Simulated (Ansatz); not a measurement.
Ge: the change of energy above lowest point with volume scale

Results calculated with Ansatz 0.2.0, not measured. Free energy against uniform scaling of the volume at fixed shape and fractions; periodic cell, basis, potentials, k mesh and filling as listed.

The cell before it is scaled or strained (space group Fd-3m, No. 227):
```
Ge
1.0
      0.0000     2.8051     2.8051
      2.8051     0.0000     2.8051
      2.8051     2.8051     0.0000
Ge
2
Direct
  0.00000 0.00000 0.00000
  0.25000 0.25000 0.25000
```

Settings of every row: functional PBEsol; dispersion none; potentials PAW; wave cutoff 510 eV; density cutoff 2040 eV; k mesh 6x6x6; k shift 0x0x0; occupations fixed; smearing width 0 eV; spin none; SCF threshold exponent -10.

Limits: bands overlap under fixed occupations; coarse k mesh, up to 40 meV an atom off.

| row | volume scale | V (Å³/atom) | energy above lowest point (meV/atom) |
| --- | --- | --- | --- |
| 1 | 0.9231 | 20.375 | 68.3 |
| 2 | 0.9487 | 20.94 | ? |
| 3 | 0.9744 | 21.507 | 17.3 |
| 4 | 1 | 22.072 | 5 |
| 5 | 1.0256 | 22.637 | 0 |
| 6 | 1.0513 | 23.204 | 0.3 |

Question: what energy above lowest point should row 2 give?

Worked fit of energy above lowest point. Take u = (V_r/V)^(2/3) − 1 with V_r = 22.072 Å³ an atom, which is twice the finite (Eulerian) strain; such expansions in the strain, on which the Birch-Murnaghan equation of state is built, carry the rest volume and the bulk modulus. The shown rows have u = 0.05478, 0.01744, 0, -0.01671, -0.03279. Least squares give energy above lowest point = 4.99 + 517.5 × u + 11627 × u² meV/atom; a straight line predicts inner rows, each left out in turn, worse (root mean square 11 against 0.45 meV/atom). The rows lie off it by 0.1, -0.3, 0.0, 0.4, -0.2. Its lowest point lies at u = -0.0223, or V = 22.83 Å³ an atom, and the curvature there gives the bulk modulus at fixed shape and fractions, B = (4/9)(1 + u)² E″(u)/V = 69.3 GPa. The withheld row has u = 0.03572, so the fit gives 4.99 + 517.5 × (0.03572) + 11627 × (0.03572)² = 38.3 meV/atom.

The calculation gave 38 meV/atom. The fit lies 0.3 meV/atom (0.44 % of the column's range) above it; its largest miss of a shown row is 0.4 meV/atom.
